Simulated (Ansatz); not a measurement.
## A series in volume scale on Se

All results are calculated (Ansatz 0.2.0). Plane-wave DFT, scalar-relativistic PAW made under PBE with cores redone for the functional, no dispersion; the given relaxed cell is scaled uniformly, energy at zero smearing counts from the unscaled cell, pressure at the given Fermi-Dirac smearing is positive in compression.

The cell before it is scaled or strained (space group P6_3/mmc, No. 194):
```
cell vectors (Å)
   3.6675     0.0000     0.0000
  -1.8337     3.1761     0.0000
   0.0000     0.0000     7.2207
atoms (fractions of the cell vectors)
Se  0.00000  1.00000  0.00000
Se  0.00000  1.00000  0.50000
Se  0.33333  0.66667  0.25000
Se  0.66667  0.33333  0.75000
```

Settings of every row: spin polarised no; functional LDA; wave cutoff 420 eV; smearing width 0.1 eV; k mesh 11x11x5.

Atom starting moment: 0 on all atoms.

Limits: the cell comes from a prototype or a list of computed structures and needn't be the stable phase.

| row | volume scale | V (Å³/atom) | pressure (GPa) | energy change per atom (meV) |
| --- | --- | --- | --- | --- |
| 1 | 0.88 | 18.504 | ? | ? |
| 2 | 0.92 | 19.345 | 8.42 | 41.48 |
| 3 | 0.96 | 20.186 | 3.84 | 9.9 |
| 4 | 1.04 | 21.868 | -2.87 | 7.67 |
| 5 | 1.08 | 22.709 | -5.28 | 29.53 |
| 6 | 1.12 | 23.551 | -7.23 | 62.83 |

Question: what pressure and energy change per atom should row 1 give?

Worked fit of pressure. Take u = (V_r/V)^(2/3) − 1 with V_r = 21.868 Å³ an atom, which is twice the finite (Eulerian) strain; such expansions in the strain, on which the Birch-Murnaghan equation of state is built, carry the rest volume and the bulk modulus. The shown rows have u = 0.08516, 0.05481, 0, -0.02484, -0.04823. Least squares give pressure = −2.874 + 105.41 × u + 318.14 × u² GPa; a straight line predicts inner rows, each left out in turn, worse (root mean square 0.63 against 0.025 GPa). The rows lie off it by 0.01, -0.02, 0.00, 0.02, -0.01. The pressure vanishes at u = 0.0253, or V = 21.06 Å³ an atom, and there the bulk modulus at fixed shape and fractions is B = −V dP/dV = (2/3)(1 + u) dP/du = 83.1 GPa. Letting shape and atoms relax would as a rule lower it, by much in layered, chain or molecular crystals. The withheld row has u = 0.1178, so the fit gives −2.874 + 105.41 × (0.1178) + 318.14 × (0.1178)² = 13.96 GPa.

The calculation gave 14.07 GPa. The fit lies 0.11 GPa (0.52 % of the column's range) below it; its largest miss of a shown row is 0.02 GPa. This row lies beyond the range of the fit.

Worked fit of energy change per atom. Take u = (V_r/V)^(2/3) − 1 with V_r = 21.868 Å³ an atom, which is twice the finite (Eulerian) strain; such expansions in the strain, on which the Birch-Murnaghan equation of state is built, carry the rest volume and the bulk modulus. The shown rows have u = 0.08516, 0.05481, 0, -0.02484, -0.04823. Least squares give energy change per atom = 7.613 − 589.035 × u + 11572.36 × u² meV; a straight line predicts inner rows, each left out in turn, worse (root mean square 23 against 0.25 meV). The rows lie off it by 0.10, -0.19, 0.06, 0.14, -0.11 (root mean square 0.13 meV). Its lowest point lies at u = 0.0255, or V = 21.06 Å³ an atom, and the curvature there gives the bulk modulus at fixed shape and fractions, B = (4/9)(1 + u)² E″(u)/V = 82.3 GPa. Letting shape and atoms relax would as a rule lower it, by much in layered, chain or molecular crystals. The withheld row has u = 0.1178, so the fit gives 7.613 − 589.035 × (0.1178) + 11572.36 × (0.1178)² = 98.81 meV.

The calculation gave 99.73 meV. The fit lies 0.92 meV (1 % of the column's range) below it; its largest miss of a shown row is 0.19 meV. This row lies beyond the range of the fit.
